**Q.** Here is an r2SCAN scan of crystalline diiodomethane, CH₂I₂, with one molecule in each primitive cell. What does the gap do when the cell is squeezed and stretched?

Crystalline CH₂I₂ (space group Fmm2, 5 atoms in the primitive cell), computed with Ansatz 0.2.0: r2SCAN, plane-wave PAW, scalar-relativistic, no spin polarisation, cutoff 500 eV, Gamma-centred 6×6×6 k mesh, Gaussian smearing of 0.02 eV. Cell shape and atoms are relaxed at each volume; energies count from the minimum of a third-order Birch-Murnaghan fit.

```csv
volume per atom (Å³/atom),energy over minimum (meV/atom),pressure (GPa),band gap on mesh (eV)
22.396,1.8,0.45,3.120
23.110,0.4,0.20,3.166
23.825,0.0,0.00,3.210
24.540,0.4,-0.16,3.233
25.255,1.3,-0.27,3.248
```

**A.** Call the volume per atom $V$, the pressure $P$ (positive under compression) and the band gap on the mesh $E_g$, the lowest empty level minus the highest filled level among the k points sampled. The gap rises at every step of expansion, by 46, 44, 23 and 15 meV. The rise therefore slows, and it slows unevenly. An explanation has to deliver both the sign and the flattening.

**Q.** My first picture is that of a covalent semiconductor: shorter bonds, larger splitting between bonding and antibonding levels. Does it apply?

**A.** That is the limit in which bonds run through the whole crystal, so that every bond length $d$ scales as $V^{1/3}$. With a splitting proportional to $d^{-2}$, the gap goes as $V^{-2/3}$, and nothing needs fitting once the curve is pinned to the middle row. Across the scan it predicts a fall of 257 meV. The calculation gives a rise of 128 meV, which is 4.0 % of the middle gap. The picture fails on the sign.

**Q.** Is the $d^{-2}$ rule at fault, or the idea that the bonds follow the cell?

**A.** The relaxation at 0.97 of the reference volume speaks to the second idea, because it starts from the reference cell shrunk uniformly. The edge ratios of 0.9897 to 0.9899 to the reference cell belong to this starting cell, not to the relaxed one. The first step, still close to that start, has a pressure of 1.23 GPa. Subtracting the small residual pressure of the reference cell and dividing by the strain $-\ln 0.97 = 0.0305$ gives a modulus of 40 GPa, the stiffness when everything is compressed together.

Relaxing shape and atoms at that same volume releases 84 % of the pressure, and the same quotient drops to 6.4 GPa. The largest force at the first step, 0.31 eV/Å, has the size expected for a C–H bond shortened by 1 %: a rough recalled spring constant of 31 eV/Å² times 0.011 Å is about 0.3 eV/Å. I infer that the stiff bonds spring back and the soft contacts between molecules take most of the strain, as for stiff and soft springs in series. This is an inference from pressure and force, and the change of cell shape also has a share in the release: after relaxation the three primitive edges are shorter than the reference ones by 0.6, 1.3 and 0.7 %, no longer by the same 1.0 %.

**Q.** Then drop the bonds. Could I simply quote a deformation potential?

**A.** A constant deformation potential means $E_g = E_{g0} + a\ln(V/V_0)$, with $V_0$ the equilibrium volume and $E_{g0}$ the gap there. A least-squares line through all five rows gives $a = 1.08$ eV. The positive sign is fitted, so it explains nothing. The local slope $dE_g/d\ln V$ falls from 1.47 eV in the first interval to 0.52 eV in the last. The line lies above both end rows and below the three inner ones, with an rms error of 9.3 meV, far beyond the rounding of the gap column.

The form also has the wrong limit. At very large volume the molecules no longer touch, and the gap must level off at the spacing between the highest filled and lowest empty level of one molecule. A logarithm grows without bound. A single $a$ is a local slope, valid over an interval or two.

**Q.** What does that opposite limit, separate molecules, predict?

**A.** Start from molecules far apart with a level spacing $G$. By standard reasoning the filled level is an iodine 5p lone pair and the empty one is C–I $\sigma^*$. As neighbours approach, their orbitals overlap and each level spreads into a band, which lifts the top of the filled band and lowers the bottom of the empty one. If the centres of the two bands keep their spacing, which is assumed here, then $E_g = G - w(V)$, where the broadening $w$ decays steeply with distance. Sign and flattening both follow: expansion opens the gap, and each further step opens it less, because less overlap is left to lose.

The same overlap produces the repulsion between closed shells, and the equation of state shows its steepness. The Birch-Murnaghan fit to the five energies gives a bulk modulus $B_0 = 5.79$ GPa and a pressure derivative $B_0' = 7.83$. It reproduces the pressure column about to its rounding. The large $B_0'$ is why 6 % compression costs 0.45 GPa while 6 % stretching gives only $-0.27$ GPa.

**Q.** How do you turn that into a model that can be compared fairly with the deformation potential?

**A.** Assume that the attraction between molecules varies slowly and that $w$ is proportional to the repulsive pressure. Then $E_g = E_{g0} + bP$, again with two parameters. Least squares on all five rows gives $E_{g0} = 3.203$ eV and $b = -181$ meV/GPa. The rms error is 3.7 meV, smaller than that of the deformation potential by a factor of 2.5.

Take the most compressed row, which was part of the fit. The model gives $3.203 - 0.181 \times 0.45 = 3.122$ eV. The table has 3.120 eV. That agreement is near what the rounding of gap and pressure allows.

**Q.** Does the better fit prove that overlap is the cause?

**A.** It shows only that the gap bends with volume much as the pressure does. In the Murnaghan form $P$ varies as $(V_0/V)^{B_0'}$ plus a constant, so the model amounts to $E_g = G - W(V_0/V)^n$ with $n$ near $B_0'$. Stepping $n$ and fitting $G$ and $W$ to all rows gives the best fit at $n = 10.8$, and anything from 7.7 to 14.0 lies within 1 meV of that rms. The three constants trade against each other, so $G$ is no determination of the molecular gap. Simple theory also makes broadening linear in the overlap and repulsion quadratic, which would suggest an $n$ below $B_0'$, while the rows favour the same or more.

The bands themselves give partial support. In all five rows the gap is indirect, from Γ to the same zone-boundary point, and the smallest direct gap exceeds it by 98, 99, 97, 82 and 72 meV, from the most compressed row to the most stretched. That excess is a piece of band dispersion, though not a full bandwidth, and its shrinking on expansion supports narrowing. The timing fits badly, however. Over the first two steps, where the gap grows by 90 meV, the excess hardly changes, and nearly all of its fall comes in the stretched cells, where the gap rises more slowly. Overlap remains the argued cause, with the right sign, the right limit and some narrowing to show, but without proof that the narrowing sets the shape of the curve.

**Q.** Where does the pressure model fail?

**A.** At the middle row, and to a lesser degree at the most stretched one. Fitted to the other four rows alone, the line has an rms error of 1.7 meV and underestimates the middle gap by 8.3 meV. A cubic in $V$ through those four rows still falls 5.3 meV short. The middle row is the only one from the free relaxation, the others being relaxed at fixed volume.

Two guesses remain, and both are untested. The geometry of so soft a crystal may be settled slightly differently from run to run: the normal stresses left in the most stretched row still differ by 0.03 GPa, which multiplied by $|b|$ gives a rough scale of 5 meV, comparable with the misfit. Or two levels may change order at the k point of a band edge, joining two nearly straight pieces at a kink. A kink of that kind would supply part of the flattening without any fading of overlap.

A jump of a band edge to another k point would also make a kink, but on the mesh it is ruled out: in all five runs the valence maximum lies at Γ and the conduction minimum at (-0.5, 0, -0.5). The 6×6×6 mesh can still miss the true edges between its points, so the true gap may be smaller than the one listed and follow a somewhat different curve.

**Q.** What can I hold against a measurement under pressure?

**A.** The sign and the rough size: in this calculation the gap closes by 184 to 220 meV per GPa in the two compressed intervals, which reach only 0.45 GPa. The smaller slopes belong to stretched cells, which a pressure experiment doesn't visit. The absolute gap is less safe, since spin-orbit coupling, which splits iodine 5p levels appreciably, is left out, and semilocal gaps usually come out too small. The pressure scale is uncertain too: without a dispersion correction the long-range attraction is incomplete, which shifts $V_0$ and $B_0$, and zero-point and thermal expansion are absent. The relaxations keep Fmm2 symmetry, so the computed cells may be saddles that would distort if the symmetry were lifted, and the slope applies to a sample only if it has this structure.
